**Q:** I have the table in front of me. Does pulling on this crystal with 3 GPa change its volume as much as pushing with 3 GPa?

Al3Cu (P4/mmm, 4 atoms per cell) is relaxed at each hydrostatic pressure at zero temperature, keeping its symmetry; negative pressure is tension. Changes are relative to the zero-pressure cell, a = 2.774 Å, c = 7.592 Å. Ansatz 0.2.0 was used with plane-wave PAW, scalar-relativistic r2SCAN, no spin polarisation, a 500 eV cutoff and, at zero pressure, a 16×16×6 k mesh and 0.1 eV Gaussian smearing.

```
pressure (GPa)  volume change (%)  enthalpy change (eV/atom)  a change (%)  c change (%)
            -3               3.05                     -0.277          0.97          1.08
             0               0.00                      0.000          0.00          0.00
             3              -2.61                      0.270         -0.84         -0.95
             8              -6.28                      0.705         -2.06         -2.30
            15             -10.46                      1.289         -3.48         -3.88
            30             -17.14                      2.465         -5.85         -6.52
            60             -25.78                      4.602         -9.20         -9.99
```

**A:** No. Under tension, the row at −3 GPa, it swells by 3.05 %, while the same pressure in compression shrinks it by 2.61 %. Theory gives the reason: squeezing the crystal confines its valence electrons and raises their kinetic energy, and it presses copper's filled 3d shell against its surroundings. Both costs climb ever more steeply as the atoms approach, so the crystal is stiffer when compressed than when stretched.

**Q:** Does that hardening still matter at high pressure?

**A:** It matters far more there. The bulk modulus, which is the pressure needed per unit of relative volume change, averages about 113 GPa between 0 and 3 GPa and about 272 GPa between 30 and 60 GPa. With its initial stiffness the crystal would lose 43 % of its volume by 60 GPa, but it loses only 26 %. The stiffness rises from each step to the next, with no sign of a sudden collapse. The calculation keeps the crystal's symmetry, however, so it could not show a change to a less symmetric structure.

**Q:** Could I have estimated this from the small-pressure rows alone?

**A:** Yes, quite well. The simplest description lets the energy grow as the square of a strain f = [(V₀/V)^(2/3) − 1]/2, where V₀ is the volume at zero pressure. Measured this way, strain grows faster in compression than in expansion, which builds in some hardening: the bulk modulus starts out rising by 4 GPa for each GPa of pressure. The slope of that energy with volume gives the pressure, P = 3B f (1 + 2f)^(5/2), where B is the bulk modulus at zero pressure.

Take the row at 30 GPa, which plays no part in fixing B. The rows at −3 and 3 GPa give B ≈ 106 GPa. The volume ratio is 1 − 0.1714 = 0.8286, so f ≈ 0.067 and P ≈ 29 GPa, about 3 % below the pressure applied. At 60 GPa the estimate is 4 % low.

Part of that shortfall comes from B, which a fit to all rows puts slightly higher. The rest means that the calculated crystal hardens slightly faster than the formula assumes. The third-order Birch–Murnaghan equation has a second constant for this, and fitted to all seven rows it misses no pressure by more than 0.04 GPa. The output printed below gives the details. Such a good fit describes the hardening but does not prove its cause.

**Q:** The enthalpy is negative under tension. Is the crystal more strongly bound there?

**A:** It is slightly less strongly bound. Enthalpy is the internal energy plus PV, and at −3 GPa the PV term alone is −0.282 eV per atom. The internal energy has gone up by a few thousandths of an eV per atom, as it must when a crystal is moved away from its best volume in either direction. Even at 60 GPa, PV makes up 88 % of the enthalpy change, so the enthalpy column mostly records work against the pressure and not a change in bonding.

**Q:** The c axis shrinks more than a. Would it still do so if the copper were replaced by aluminium?

**A:** No. The crystal is a stack of square layers along c, one of copper for every three of aluminium. With aluminium throughout, it would relax to the ordinary cubic metal, whose symmetry makes all directions shrink alike and holds c/a at 2.83 in this cell. Here c/a starts at 2.74 and falls to 2.71, further from the cubic value. The copper layer is what allows the two directions to differ.

**Q:** But why should a stiff copper layer make c the softer direction?

**A:** It need not, and the table does not show why c is softer. A tempting picture is a stack of soft and stiff elastic sheets glued together. The glue forces all sheets to share one width, but each can choose its own thickness. Under pressure the stiff sheet holds the width back, and the soft sheets make up for it by thinning more. The stiff sheet, squeezed sideways by its neighbours, thins less. The stack as a whole thins more than it narrows only if the stiff sheet also resists a change of shape more strongly.

With rough stiffnesses of the two metals, averaged over all directions, such a stack gives c an extra shrinkage of the order of a tenth, much as in the table up to 30 GPa. That agreement is misleading. In square layers the change of shape that counts is a stretch along c with a narrowing along a, and copper and aluminium are expected to resist it about equally. The two effects should then nearly cancel. The stack is also too soft overall, with a bulk modulus near 88 GPa. The cause therefore probably lies in the bonds of the alloy itself, not in the stiffness of the pure metals. The spacing of each pair of layers under pressure would show which bonds give way, but those spacings are not available.

**Q:** Which digits would you not build on?

**A:** Divide the shrinkage of c by that of a for each step in pressure. I would not interpret the small differences in this ratio near zero pressure, where rounding and leftover stress can shift it by a few hundredths. The ratio drops from about 1.12 for the step from 15 to 30 GPa to 1.04 for the step from 30 to 60 GPa, which is more than rounding can explain. It rests on one row whose k mesh and remaining stress are unknown, so I would add pressures in between before looking for a cause.

The analysis program printed:

```
fit of pressure_series on 7 rows: coefficient of X1 107.7 +/- 0.13, coefficient of X2 27.53 +/- 1.3; rms 0.0162, worst -3 -0.0381, leave-one-out rms 0.0201
Volume and energy per atom (steps run from the row above):
  row  volume_A3  step_bulk_modulus_GPa  enthalpy_slope_A3    PV_eV  internal_energy_eV  model_energy_eV
   -3      15.05                    n/a                n/a  -0.2818            0.004768         0.004333
    0       14.6                  99.85              14.79        0                   0                0
    3      14.22                  113.4              14.42   0.2663            0.003708         0.003498
    8      13.69                  130.2              13.94   0.6834             0.02165          0.02163
   15      13.08                  153.4              13.37    1.224             0.06486          0.06491
   30       12.1                  193.5              12.56    2.266              0.1994           0.1991
   60      10.84                  272.4              11.41    4.059              0.5432           0.5437
Shape and unfitted pressure (steps run from the row above):
  row  c_to_a_shrink_ratio  ratio_rounding_bound  c_over_a  unfitted_pressure_GPa
   -3                  n/a                   n/a      2.74                 -3.005
    0                1.113               0.02178     2.737                      0
    3                1.132               0.02538     2.734                  2.962
    8                1.109                0.0173      2.73                  7.844
   15                1.116               0.01493     2.726                  14.64
   30                 1.12               0.00897     2.717                   29.1
   60                1.044              0.006125     2.713                  57.58
Bulk modulus from the rows at -3 and 3 GPa (GPa): 106.2
Pressure derivative of the bulk modulus from the fit: 4.17
Volume change at 60 GPa if the stiffness stayed constant (%): -43.16
Share of PV in the enthalpy change at 3 GPa (%): 98.63
Share of PV in the enthalpy change at 60 GPa (%): 88.2
Enthalpy change at 60 GPa if the volume stayed fixed (eV per atom): 5.469
Ideal fcc c over a for this cell: 2.828
Crude layer stack ratio of c to a shrinkage: 1.149
Crude layer stack bulk modulus (GPa): 87.66
```
